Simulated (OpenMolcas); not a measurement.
# AlH2Cl (SMILES [H][Al]([H])[Cl]): methods side by side

The species is AlH2Cl (4 atoms), meant as a singlet with charge 0. SMILES: `[H][Al]([H])[Cl]`. The shape comes from GFN2-xTB, which is rough for such elements, and wasn't checked as a minimum.

```xyz
4

Al    0.0498    0.0829   -0.0022
H     1.5870    0.1095    0.0133
H    -0.6511    1.4514   -0.0195
Cl   -0.9857   -1.6439    0.0084
```

Quantity: the energy change with the Al1–H2 bond stretched from 1.538 to 3.844 Å, in eV. The values are calculated.

```tsv
level	kind	program	value (eV)	less FCI/STO-3G	CPU time (all runs)
HF/STO-3G (restricted)	Hartree–Fock	OpenMolcas	9.97	+4.97	3.1 s
SVWN5/STO-3G (restricted)	LDA	OpenMolcas	6.88	+1.88	20 s
M06-2X/STO-3G (restricted)	hybrid meta-GGA	OpenMolcas	8.15	+3.15	9.3 s
B2PLYP/STO-3G (restricted)	double hybrid	OpenMolcas	6.67	+1.67	7.6 s
MP2/STO-3G (restricted)	perturbation theory	OpenMolcas	6.46	+1.46	3.3 s
MRCI(2,2)/STO-3G	multireference	OpenMolcas	5.01	+0.01	3.7 s
ACPF/STO-3G (restricted)	coupled cluster or CI	OpenMolcas	-2.93	-7.93	3.5 s
CISD/STO-3G (restricted)	coupled cluster or CI	OpenMolcas	5.40	+0.40	3.5 s
FCI/STO-3G	exact in the basis	OpenMolcas	5.00	0.00	8.3 s
```

FCI/STO-3G is exact within its basis and frozen core, so for wave-function methods in that basis the difference is their error; functionals converge differently with the basis, so for them it is only a difference. Spin-restricted single references rise too steeply as a bond breaks, Hartree–Fock most of all. Perturbation and coupled-cluster corrections on them can overshoot downwards. The first shape isn't each level's own minimum. The values span -2.93 to 9.97 eV. All rows use very small basis sets, so even the best lies far from the true value. Times are those of the runs behind each value, whatever else they computed, on shared processors of several kinds: orders of magnitude only.

Stretching the Al–H bond brings its σ and σ* orbitals close in energy, so the singlet needs both the σ² and σ*² configurations to place one electron on each fragment. A single closed-shell determinant instead retains too much ionic character. MRCI(2,2) treats the two configurations on an equal footing and gives 5.01 eV, against 5.00 eV for FCI. CISD reaches σ*² only as an excitation and lacks most of the dynamic correlation built on it, which leaves it at 5.40 eV. Among the functionals, SVWN5 rises less than M06-2X, in keeping with local exchange mimicking some left-right correlation that exact exchange removes.

The ACPF value of -2.93 eV would put the stretched molecule below the starting structure, which contradicts the normal strength of an Al–H bond. It probably reflects a breakdown of the ACPF energy functional as the reference determinant loses its dominance, not any real stabilisation. Nor is the FCI value a bond dissociation energy, since the fragments are neither fully separated nor relaxed.
